A crystal of finite size scatters into a small region around each reciprocal-lattice point, and a diffraction line records how far that region extends along the normal to the reflecting planes. The relation between line breadth and size goes back to Scherrer (1918); the form with integral breadth and column lengths derived here is that of Stokes and Wilson (1942). At each line marked "Predict", write down an answer before reading on.

1. Conventions and premises

The incident and scattered wave vectors have length 1/λ. Their difference s has length s = 2 sin θ/λ, with 2θ the scattering angle; in the other common convention q = 2πs. A reciprocal-lattice vector g has length 1/d. The integral breadth β of a line is its area divided by its peak height, and β(2θ) is in radians unless degrees are written.

P1. Scattering is elastic, kinematic (single scattering, unattenuated beam) and observed in the far field with one wavelength.
P2. Each crystallite is a convex piece of a perfect lattice, with no strain and no faults. Its shape function σ(r) is 1 inside and 0 outside.
P3. Different crystallites add in intensity.
P4. Every dimension L of the crystallite is much larger than d, so reflections are well separated and the structure factor F and the angular factors are constant across one line.
P5. Orientations are spread evenly over an angle larger than the angular width of one spot, as in a powder.

2. Amplitude near one reflection

The amplitude is a sum over the cells R inside the crystallite, A(s) = F Σ σ(R) exp(2πi s·R). The lattice of points is periodic, so it has a Fourier series over the reciprocal lattice, with v the cell volume:

Σ δ(r − R) = (1/v) Σ exp(−2πi g·r).

Writing the sum over R as an integral over r with these δ functions gives

A(s) = (F/v) Σ S(s − g), S(u) = ∫ σ(r) exp(2πi u·r) d³r.

The same function S sits on every reciprocal-lattice point. Its width is of order 1/L and the points are of order 1/d apart, so by P4 one term dominates near a given g. With u = s − g,

I(u) = (|F|²/v²) |S(u)|². (1)

Predict: a powder scan has one variable and (1) has three. What happens to the other two?

3. From the spot to the line

At a fixed 2θ the instrument probes one vector s. Seen from axes fixed in a crystallite, a change of orientation moves s over the sphere of radius |s|. By P5 and P3 the recorded intensity is the integral of (1) over the part of that sphere that crosses the spot. Take z along g. At a transverse distance u⊥ the sphere falls away from its tangent plane by u⊥² d/2. With u⊥ of order 1/L this is d/(2L²), a fraction d/(2L) of the spot width, which P4 makes small. The sphere is therefore replaced by the plane u_z = u, where u = s − 1/d, and the line profile is

P(u) = ∫∫ |S(u_x, u_y, u)|² du_x du_y. (2)

Do the z integral in S first and define a(x, y; u) = ∫ σ(x, y, z) exp(2πi u z) dz. Then S is the two-dimensional Fourier transform of a over x and y, and Parseval's theorem turns (2) into

P(u) = ∫∫ |a(x, y; u)|² dx dy. (3)

Here a is the amplitude of one thin column parallel to g. Equation (3) has no cross terms between columns: the integration over u_x and u_y has removed them, although the crystallite scatters coherently.

Predict: a column runs from z₁ to z₁ + L. Does z₁ survive in |a|²? How do the height and the area of |a|² scale with L?

4. One column, then all of them

In a convex body each column is a single segment, and

a = exp(2πi u(z₁ + L/2)) sin(πuL)/(πu), |a|² = sin²(πuL)/(πu)². (4)

The position z₁ enters as a phase and drops out. The height at u = 0 is L². The area follows from Parseval's theorem along z: ∫|a|² du = ∫σ² dz = L. Summing over the projected area of the crystallite,

P(0) = ∫∫ L² dx dy, ∫P du = ∫∫ L dx dy = V.

Every term (4) has its maximum at u = 0, so P(0) is the peak height, and

β(s) = V/∫∫L² dx dy = 1/⟨L⟩_V, ⟨L⟩_V = (1/V) ∫∫ L · L dx dy. (5)

The factor L dx dy is the volume of a column, so ⟨L⟩_V is the volume-weighted mean column length normal to the planes. For many crystallites, P3 says that areas add and heights add, so (5) holds with the average over all columns in the specimen.

The continuum step can be tested on a stack of N identical planes. The direct sum gives sin²(πNud)/sin²(πud), with height N². Expanding the squared sum, only the N diagonal terms survive integration over one period 1/d, so the area is N/d and β(s) = 1/(Nd) exactly. The length in (5) is Nd, counting one full spacing per plane.

A second form of (5) is useful later. The function (4) is the Fourier transform of the triangle L − |ℓ| for |ℓ| < L. Hence

P(u) = V ∫ T(ℓ) cos(2πuℓ) dℓ, V T(ℓ) = ∫∫ (L − |ℓ|)₊ dx dy, (6)

where the subscript + keeps positive values only. V T(ℓ) is the volume common to the crystallite and a copy displaced by ℓ along g, T(0) = 1, and setting u = 0 gives ⟨L⟩_V = ∫T dℓ.

Predict: converting β(s) to β(2θ) needs ds/d(2θ). Is there a factor 2 in the result?

5. The Scherrer equation

From s = 2 sin θ/λ, ds = (2 cos θ/λ) dθ = (cos θ/λ) d(2θ). The 2 is absorbed by using 2θ as the variable. The change of variable rescales the area and leaves the height alone, so

β(2θ) = λ/(⟨L⟩_V cos θ). (7)

The next term in the mapping is u = (cos θ/λ) δ [1 − (δ/4) tan θ], with δ the offset in 2θ. It skews the line slightly and cancels from the area at first order. Equation (7) contains no shape constant. One appears only when ⟨L⟩_V is traded for another measure of size p, by writing β(2θ) = Kλ/(p cos θ), so that

K_β = p/⟨L⟩_V. (8)

Predict: for a sphere of diameter D the columns range from 0 to D. The plain average over the projected disc is V/(πD²/4) = 2D/3. Is ⟨L⟩_V larger or smaller?

6. The sphere

With radius r₀ = D/2, the column at distance ρ from the axis has L = 2√(r₀² − ρ²). Then

∫∫L² dx dy = ∫ 4(r₀² − ρ²) 2πρ dρ (0 to r₀) = 8π(r₀⁴/2 − r₀⁴/4) = 2πr₀⁴,

⟨L⟩_V = 2πr₀⁴/(4πr₀³/3) = 3r₀/2 = 3D/4. (9)

It exceeds 2D/3 because long columns carry more weight. For a check through (6), use L as the variable: ρ² = r₀² − L²/4 gives an area element (π/2) L dL. Then V T(ℓ) = (π/2)∫(L − ℓ)L dL from ℓ to D, which is (π/2)(D³/3 − ℓD²/2 + ℓ³/6). Dividing by V = πD³/6,

T(ℓ) = 1 − 3ℓ/(2D) + ℓ³/(2D³), 0 ≤ ℓ ≤ D,

and 2∫T dℓ from 0 to D is 2D(1 − 3/4 + 1/8) = 3D/4, as in (9).

If size means the diameter, (8) gives K_β = 4/3. If size means the cube root of the volume, p = V^(1/3) = (π/6)^(1/3) D = 0.8060 D, and

K_β = (4/3)(π/6)^(1/3) = 1.075. (10)

For a sphere this holds for every reflection. Other shapes depend on direction. For a cube of edge b viewed along an edge all columns equal b and K_β = 1. Along the body diagonal a shift ℓ shortens each edge of the common volume by ℓ/√3, so T = (1 − ℓ/(√3 b))³, ⟨L⟩_V = √3 b/2 and K_β = 2/√3 = 1.155.

For spheres of mixed size, heights add as D⁴ and areas as D³, so ⟨L⟩_V = (3/4)⟨D⁴⟩/⟨D³⟩ with number averages. A lognormal distribution with median D₀ and standard deviation w of ln D has ⟨Dⁿ⟩ = D₀ⁿ exp(n²w²/2), so ⟨D⁴⟩/⟨D³⟩ = ⟨D⟩ exp(3w²). For an assumed w = 0.3 the diameter from (9) is 1.31 times the number mean.

Predict: does 1.075 also apply to the full width at half maximum (FWHM)?

It does not, since the FWHM needs the whole profile. Inserting (4) and the area element in (3), with x = πuD,

P = (π/2)∫ L sin²(πuL)/(πu)² dL (0 to D) = (πD⁴/8)[1 − sin(2x)/x + sin²x/x²]/x².

The bracket starts as x², so P(0) = πD⁴/8 = 2πr₀⁴. The half maximum lies at x = 1.738, so the FWHM in s is 2x/(πD) = 1.107/D, or 0.892/V^(1/3). For equal columns of length t, sin²x/x² = 1/2 at x = πut = 1.392 and the FWHM is 0.886/t. Constants near 0.9 belong to the FWHM and must not be paired with an integral breadth.

7. A textured film

Take a film of thickness t with {111} planes parallel to the surface and a symmetric θ–2θ scan, so that s stays along the surface normal. Here P5 may fail, because the spread of orientations can be narrower than the spot.

Predict: if the scan ran exactly through the centre of the spot with no transverse averaging, would (5) still hold?

In general it would not. On the line u_x = u_y = 0, S is the transform of the cross-sectional area Ω(z), so the height is V² and the area is ∫Ω² dz. For a sphere ∫π²(r₀² − z²)² dz = 16π²r₀⁵/15, and the apparent length V²/∫Ω² dz is 5D/6 in place of 3D/4. For a grain with walls normal to the surface that spans the film, however, σ is a product of a function of (x, y) and a function of z. Then S factorises, and any weighting over u_x and u_y leaves the profile sin²(πut)/(πu)². For columnar grains through the whole film,

β(2θ) = λ/(t cos θ), (11)

with K_β = 1 and no dependence on the lateral grain size. The profile has zeros at u = ±1/t, ±2/t and so on, so the thickness fringes beside the peak have a period equal to β. If thickness varies from column to column with mean t̄ and standard deviation η, (5) gives ⟨t²⟩/t̄ = t̄(1 + η²/t̄²), a rise of only 0.25 % for an assumed η = 1 nm at 20 nm.

8. Numbers for 20 nm of Pt, 111 line

Platinum films of this kind serve as electrodes on oxidised silicon. Typical inputs: lattice parameter a = 3.924 Å and Cu Kα₁ wavelength λ = 1.5406 Å. With t = 200 Å:

d = a/√3 = 2.2655 Å, t/d = 88.3 planes
sin θ = λ/(2d) = 0.3400, 2θ = 39.755°, cos θ = 0.9404, tan θ = 0.362
β(s) = 1/t = 0.0050 Å⁻¹, β(q) = 0.0314 Å⁻¹
β(2θ) = 8.19 mrad = 0.469°, FWHM = 0.416°
222 line: 2θ = 85.69°, β(2θ) = 0.602°, with the same β(s)

One plane more or less changes t by 1.1 %, which limits how finely the thickness is defined. Reading 0.469° with the sphere constant 1.075 returns 21.5 nm, reading it as a sphere diameter returns 26.7 nm, and K = 0.9 returns 18.0 nm; none is the thickness. Real spheres of 20 nm diameter would have ⟨L⟩_V = 15 nm, V^(1/3) = 16.1 nm and β = 0.626°.

9. Range of validity

Geometry (P4). The skew term (β/4) tan θ is 7 × 10⁻⁴. For an assumed lateral grain size D∥ = 30 nm the spot subtends d/D∥ = 0.43°, and the curvature of the sphere, d/(2D∥²), is 0.0025 of the width 1/t.

Kinematic scattering (P1). One plane of n atoms per unit area reflects a fraction r_e λ n f/sin θ of the incident amplitude for polarisation normal to the scattering plane, with r_e = 2.818 × 10⁻⁵ Å the classical electron radius. With n = 4/(√3 a²) = 0.150 Å⁻² and a typical scattering factor f ≈ 60 this is 1.15 × 10⁻³. The whole stack reflects 0.10 in amplitude and 0.010 in intensity, so depletion of the beam is at the per cent level at most. Absorption damps the amplitude from depth z as exp(−μz/sin θ). With κ = μt/sin θ the ratio of area to height grows by (κ/2) coth(κ/2) ≈ 1 + κ²/12. A typical μ ≈ 4300 cm⁻¹ gives κ = 0.025 and a change of 5 × 10⁻⁵. Equation (5) holds equally for neutrons; electrons are scattered so strongly that 20 nm of Pt lies outside P1.

Predict: the tails fall as 1/u². How much area does a window of ±2° in 2θ miss?

Tails. Averaged over fringes, sin² is 1/2 and the tail is 1/(2π²u²). Beyond ±u₀ its area is 1/(π²u₀), a fraction 1/(π²m) of the total t, with m = u₀t the half-window in units of β. For ±2°, m = 4.26 and the loss is 2.4 %. A flat background drawn at the level of the window edges removes 2u₀/(2π²u₀²), the same amount again, and lowers the peak by 1/(2π²m²) = 0.28 %. The thickness then comes out 1.047 times too large, 20.9 nm. An angular factor falling as (2θ)⁻² has a quadratic term 3(δ/2θ)², which over a half-window W adds 3Wβ/(π²(2θ)²) = 2 × 10⁻⁴ to the area; its linear term cancels.

Instrument. Differentiating Bragg's law gives a shift 2 tan θ Δλ/λ. An unremoved Kα₂ line, typically Δλ = 0.0038 Å at half the intensity, lies Δ = 0.10° higher. The doublet has variance (2/9)Δ², and near its top the profile is 1 − π²δ²/(3β²), so the peak drops by about 3 % and β grows by about as much. Slit and divergence broadening must be removed by deconvolution with a standard, and this sets the upper limit of measurable size.

Predict: the film is under biaxial stress from cooling on silicon. Does that shift the line, broaden it, or both?

Uniform strain. Let the in-plane strain be ε∥ and the normal strain ε⊥. In cube axes each normal component is (2ε∥ + ε⊥)/3 and each tensor shear component is (ε⊥ − ε∥)/3. The stress along [111] is σ_xx + 2σ_xy, and setting it to zero at a free surface gives (C11 + 2C12)(2ε∥ + ε⊥) + 4C44(ε⊥ − ε∥) = 0. The compiled room-temperature constants C11 = 346.7, C12 = 250.7 and C44 = 76.5 GPa (Blaschke) give

ε⊥/ε∥ = −2(C11 + 2C12 − 2C44)/(C11 + 2C12 + 4C44) = −1.205.

Take the compiled expansion of Pt, 8.8 × 10⁻⁶ K⁻¹ at 293 K (Kaye and Laby Online, NPL), a typical 2.6 × 10⁻⁶ K⁻¹ for Si, both held constant, and an assumed elastic cooling by 300 K. Then ε∥ = 1.86 × 10⁻³, ε⊥ = −2.24 × 10⁻³, and the line moves by −2ε⊥ tan θ = +0.093°. The ratio does not depend on rotation about [111], so all grains of an ideal fibre texture shift together and the breadth is unchanged apart from the 0.2 % change of d and t.

Non-uniform strain (P2). This is the term that can rival the size effect. Let each grain have its own normal strain e, Gaussian with standard deviation ε. The line of order j moves by −je/d, which multiplies T(ℓ) in (6) by a phase whose average is exp(−2π²j²ε²ℓ²/d²). The area is unchanged. With T = 1 − |ℓ|/t and k = √2 π j ε t/d the apparent thickness is

t_app/t = 2∫(1 − y) exp(−k²y²) dy (0 to 1) = √π erf(k)/k − [1 − exp(−k²)]/k².

For an assumed ε = 0.002, the 111 line has k = 0.784 and t_app/t = 0.909, that is 18.2 nm and β = 0.516°. The 222 line has k = 1.569 and 0.728, or 14.6 nm. Size broadening is the same in s for both orders and strain broadening is not, so the ratio of apparent thicknesses, 0.80 here, exposes the strain and within this model fixes k.

Faults and grain shape. A stacking fault shifts the lattice by a vector b and the phase by 2π g·b. For a fault parallel to the film, b = (a/6)[1 1 −2] and g·b = 0, so the line is unaffected to this order. On the inclined plane (1 1 −1), b = (a/6)[1 −2 −1] gives g·b = −1/3, and the fault ends the coherent column. Grains that do not span the film also shorten ⟨L⟩_V.

The breadth 0.469° is the model's value for strain-free columnar grains and not a property of a Pt film. As typical knowledge, smooth annealed or epitaxial films come close to this limit, whereas as-deposited polycrystalline films often give broader lines, by tens of per cent or more, so that (11) underestimates their thickness. Apart from the loss of tails, each sizeable departure listed here widens the line. The fringe period, where fringes are visible, is not changed by a moderate symmetric spread of strain between grains, which smooths the fringes without moving them, and agreement between it and β is the direct test that the 111 breadth gives the thickness.